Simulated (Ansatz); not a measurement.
Nb: pressure and energy change per atom against volume scale

Plane-wave DFT, scalar-relativistic PAW made under PBE with cores redone for the functional, no dispersion; the given relaxed cell is scaled uniformly, energy at zero smearing counts from the unscaled cell, pressure at the given Fermi-Dirac smearing is positive in compression. The results are calculated, by Ansatz 0.2.0.

The cell before it is scaled or strained (space group P6_3/mmc, No. 194):
```
CELL_PARAMETERS angstrom
2.89120 0.00000 0.00000
-1.44560 2.50380 0.00000
0.00000 0.00000 10.73810
ATOMIC_POSITIONS crystal
Nb 0.00000 0.00000 0.00000
Nb 0.00000 0.00000 0.50000
Nb 0.33333 0.66667 0.25000
Nb 0.66667 0.33333 0.75000
```

Settings of every row: spin polarised no; functional BLYP; wave cutoff 420 eV; smearing width 0.1 eV; k mesh 14x14x4.

Atom starting moment: 0 on all atoms.

Limits: the cell comes from a prototype or a list of computed structures and needn't be the stable phase.

```
row  volume scale  V (Å³/atom)  pressure (GPa)  energy change per atom (meV)
  1          0.88       17.101           24.18                        156.44
  2          0.92       17.879           14.51                         64.11
  3          0.96       18.656               ?                             ?
  4          1.04       20.211           -5.35                         14.44
  5          1.08       20.988           -9.76                         52.62
  6          1.12       21.765          -13.37                        110.24
```

Question: what pressure and energy change per atom should row 3 give?

Worked fit of pressure. Take u = (V_r/V)^(2/3) − 1 with V_r = 20.211 Å³ an atom, which is twice the finite (Eulerian) strain; such expansions in the strain, on which the Birch-Murnaghan equation of state is built, carry the rest volume and the bulk modulus. The shown rows have u = 0.11783, 0.08517, 0, -0.02484, -0.04818. Least squares give pressure = −5.369 + 190.269 × u + 511.82 × u² GPa; a straight line predicts inner rows, each left out in turn, worse (root mean square 1.4 against 0.054 GPa). The rows lie off it by 0.02, -0.04, 0.02, 0.02, -0.02. The pressure vanishes at u = 0.0264, or V = 19.44 Å³ an atom, and there the bulk modulus at fixed shape and fractions is B = −V dP/dV = (2/3)(1 + u) dP/du = 149 GPa. Letting shape and atoms relax would as a rule lower it, by much in layered, chain or molecular crystals. The withheld row has u = 0.05482, so the fit gives −5.369 + 190.269 × (0.05482) + 511.82 × (0.05482)² = 6.60 GPa.

The calculation gave 6.56 GPa. The fit lies 0.04 GPa (0.11 % of the column's range) above it; its largest miss of a shown row is 0.04 GPa.

Worked fit of energy change per atom. Take u = (V_r/V)^(2/3) − 1 with V_r = 20.211 Å³ an atom, which is twice the finite (Eulerian) strain; such expansions in the strain, on which the Birch-Murnaghan equation of state is built, carry the rest volume and the bulk modulus. The shown rows have u = 0.11783, 0.08517, 0, -0.02484, -0.04818. Least squares give energy change per atom = 14.6 − 1057.2 × u + 19200.11 × u² meV; a straight line predicts inner rows, each left out in turn, worse (root mean square 54 against 0.39 meV). The rows lie off it by -0.16, 0.28, -0.16, -0.09, 0.13 (root mean square 0.18 meV). Its lowest point lies at u = 0.0275, or V = 19.4 Å³ an atom, and the curvature there gives the bulk modulus at fixed shape and fractions, B = (4/9)(1 + u)² E″(u)/V = 149 GPa. Letting shape and atoms relax would as a rule lower it, by much in layered, chain or molecular crystals. The withheld row has u = 0.05482, so the fit gives 14.6 − 1057.2 × (0.05482) + 19200.11 × (0.05482)² = 14.35 meV.

The calculation gave 14.48 meV. The fit lies 0.13 meV (0.092 % of the column's range) below it; its largest miss of a shown row is 0.28 meV.
